## Appendix: symmetry and optical activity of the yellow excitons of Cu$_2$O in a twelve-state model

**General statement.** At zero centre-of-mass momentum the excitons of a band pair span $D_c\otimes D_v^*\otimes D_{\rm env}$, since the hole transforms as the conjugate of the missing electron. A state is optically active in a given multipole order only if its representation occurs in that multipole operator. Labels are Koster's, $\hbar=1$ for angular momenta, and the group is $O_h$: the electric dipole is $\Gamma_4^-$, the magnetic dipole $\Gamma_4^+$, the electric quadrupole $\Gamma_3^+\oplus\Gamma_5^+$. We assume the usual band assignment: conduction band $\Gamma_6^+$, top valence band $\Gamma_7^+$, and $\Gamma_8^+$ below it. All characters are real, so $D_v^*\simeq D_v$. On the classes $(E,8C_3,3C_2,6C_4,6C_2')$, $\Gamma_6$ has $(2,1,0,\sqrt2,0)$ and $\Gamma_7=\Gamma_2\otimes\Gamma_6$ has $(2,1,0,-\sqrt2,0)$. Their product is

$$(4,1,0,-2,0)=\underbrace{(1,1,1,-1,-1)}_{\Gamma_2^+}+\underbrace{(3,0,-1,-1,1)}_{\Gamma_5^+}.$$

**Model.** The hole has three $\Gamma_5^+$ orbitals $m=yz,zx,xy$ and spin $\mathbf S_h$; the electron has one $\Gamma_1^+$ orbital and spin $\mathbf S_e$. With one common $1s$ envelope this gives twelve states. Because $\Gamma_5^+=\Gamma_2^+\otimes\Gamma_4^+$, the orbitals carry a quasi-spin $I=1$, $(I_k)_{ij}=-i\epsilon_{kij}$, and a cubic rotation acts as the rotation generated by $\mathbf F=\mathbf I+\mathbf S_h+\mathbf S_e$ times the $\Gamma_2$ character. Then

$$H=\tfrac23\Delta\,(1+\mathbf I\cdot\mathbf S_h)+X\,P_s,\qquad P_s=\tfrac14-\mathbf S_e\cdot\mathbf S_h .$$

The first term puts $J=I+S_h=\tfrac12$ ($\Gamma_7^+$, yellow) at zero and $J=\tfrac32$ ($\Gamma_8^+$, green) at $\Delta$. The contact exchange $X$ acts on the pair singlet. The orbital coupling to light is a spin scalar, so it creates only this singlet.

**Solution.** Within $J=\tfrac12$ the projection theorem gives $\mathbf S_h\to-\tfrac13\mathbf J$, hence $P_s\to\tfrac14+\tfrac13\mathbf S_e\cdot\mathbf J$, which is $0$ for $F=0$ and $\tfrac13$ for $F=1$. The singlet has $F=I=1$, so $F=0$ and $F=2$ are pure triplets at energies $0$ and $\Delta$. For each $F_z$ the two $F=1$ states, ordered $J=\tfrac12,\tfrac32$, share one singlet with amplitudes $(\sqrt{1/3},\sqrt{2/3})$:

$$H_{1}=\begin{pmatrix}X/3&\sqrt2X/3\\ \sqrt2X/3&\Delta+2X/3\end{pmatrix},\qquad E_\pm=\tfrac12\left[\Delta+X\pm\sqrt{\Delta^2+\tfrac23\Delta X+X^2}\right].$$

The singlet weight of the lower state follows from the Hellmann–Feynman theorem:

$$w=\frac{\partial E_-}{\partial X}=\frac12-\frac{X+\Delta/3}{2(E_+-E_-)}.$$

We use the typical $\Delta\approx131$ meV and an assumed $X=45$ meV, chosen to reproduce the typical ortho–para splitting of about 12 meV. That splitting is therefore an input.

| $F$ | representation | model energy (meV) | singlet weight |
|---|---|---|---|
| 0 (para) | $\Gamma_2^+$ | 0 | 0 |
| 1 (ortho) | $\Gamma_5^+$ | 12.0 | 0.21 |
| 2 | $\Gamma_3^+\oplus\Gamma_4^+$ | 131 | 0 |
| 1 | $\Gamma_5^+$ | 164 | 0.79 |

Yellow–green mixing lowers the first-order value $X/3=15$ meV by 3.0 meV. The common envelope is the weak assumption, and its effect is of the same size. Lowering the effective $\Delta$ to 105 meV gives $E_-=11.4$ meV and $w=0.19$; removing the off-diagonal element restores 15 meV and $w=\tfrac13$. The representations do not depend on such changes, whereas the $\Gamma_3^+$–$\Gamma_4^+$ degeneracy is an accident of the spherical $H$.

**$1s$ states in light.** Expand $\mathbf e\cdot\mathbf p\,e^{i\mathbf k\cdot\mathbf r}$ for polarisation $\mathbf e\perp\hat{\mathbf k}$. The zeroth-order term is odd and cannot create an even exciton. Of the first-order term $e_ik_j\,p_ir_j$, only the symmetric off-diagonal ($\Gamma_5^+$) part joins the orbitals, so the ortho component $yz$ has amplitude $\propto\sqrt w\,k\,(e_y\hat k_z+e_z\hat k_y)$, and cyclically. The tensor $T_{ij}=e_i\hat k_j+e_j\hat k_i$ has ${\rm Tr}\,T^2=2$, so the summed strength is

$$f=\sum_{i<j}T_{ij}^2=1-2\sum_i e_i^2\hat k_i^2 .$$

This gives $f=1$ for $\mathbf k\parallel[001]$ and $f=\tfrac13$ for $[111]$, at any polarisation. For $\mathbf k\parallel[110]$, $f=1$ with $\mathbf e\parallel[001]$ and $f=0$ with $\mathbf e\parallel[1\bar10]$. For the scale, the compiled values $\varepsilon_\infty=7.11$ (He 2017), $E_g=2.17$ eV (Chen 2018) and $a=4.27014$ Å (Rimmer 2014) give $k=\sqrt{\varepsilon_\infty}E_g/\hbar c=0.0293$ nm$^{-1}$ and $(ka)^2=1.6\times10^{-4}$. This is a suppression factor relative to a dipole of length $a$, not an oscillator strength. The para state has no singlet weight in the model. Beyond the model, $\Gamma_2^+$ is absent from the dipole and quadrupole operators above and first appears in an even-parity rank-3 operator, the magnetic octupole.

**$np$ states.** With the envelope $\Gamma_4^-$, characters $(3,0,-1,1,-1)$, the product is $(12,0,0,-2,0)$:

$$(\Gamma_2^+\oplus\Gamma_5^+)\otimes\Gamma_4^-=\Gamma_5^-\oplus(\Gamma_2^-\oplus\Gamma_3^-\oplus\Gamma_4^-\oplus\Gamma_5^-).$$

One triplet among twelve states is dipole active, and it derives from the ortho combination. The interband dipole vanishes at relative momentum $\mathbf q=0$. To first order in $\mathbf q$ it has the form $C\sum_j|\epsilon_{mij}|q_j$, with $m=x,y,z$ numbering $yz,zx,xy$. The form is unique because $\Gamma_4^-\otimes\Gamma_4^-$ contains $\Gamma_5^+$ once. Summing over $\mathbf q$ with the envelope turns $q_j$ into $-i\partial_j\phi(0)$, which is nonzero only for $p$ envelopes. The $x$-polarised bright state is $(|zx;p_z\rangle+|xy;p_y\rangle)/\sqrt2$, which transforms as $x(y^2+z^2)$. For hydrogenic envelopes of Bohr radius $a_X$,

$$|\partial_z\phi_{np_z}(0)|^2=\frac{n^2-1}{3\pi n^5a_X^5},$$

so the strengths for $n=2,3,4$ stand as $1:0.351:0.156$. The compiled static constant 7.5 (Kavoulakis 1997) and a typical reduced mass $0.37\,m_0$ give the model values ${\rm Ry}^*=89$ meV, $a_X=1.07$ nm and a $2p$ binding energy of 22 meV. The same formula underbinds the compact $1s$ state, typically bound by about 150 meV, by roughly 40 per cent, so no absolute $1s$ energy is derived from it here.

**Comparison with other groups.** The yellow sector reproduces $\Gamma_6^+\otimes\Gamma_7^+=\Gamma_2^+\oplus\Gamma_5^+$, and the green sector gives $\Gamma_6\otimes\Gamma_8=\Gamma_3\oplus\Gamma_4\oplus\Gamma_5$. The latter is also the $1s$ ground multiplet of a zincblende crystal such as GaAs, since $T_d$ and $O$ are isomorphic and the $p$-like valence orbitals are $\Gamma_5$ of $T_d$. There $J=\tfrac32$ lies lowest in hole energy and $\Gamma_5$ is the vector representation, so $F=1$, with first-order singlet weight $\tfrac23$, is dipole active. In $C_{6v}$ (wurtzite GaN) $\Gamma_7$ and $\Gamma_9$ have $|J_z|=\tfrac12$ and $\tfrac32$. For a rotation by $\theta$ about $c$, $2\cos\frac\theta2\cdot2\cos\frac{3\theta}2=2\cos\theta+2\cos2\theta$ gives $\Gamma_7\otimes\Gamma_9=\Gamma_5\oplus\Gamma_6$. Likewise $4\cos^2\frac\theta2=2+2\cos\theta$, with vanishing mirror characters, gives $\Gamma_7\otimes\Gamma_7=\Gamma_1\oplus\Gamma_2\oplus\Gamma_5$. Here $\Gamma_5$ is active for $\mathbf e\perp c$, $\Gamma_1$ for $\mathbf e\parallel c$, and $\Gamma_2$ and $\Gamma_6$ are dipole forbidden.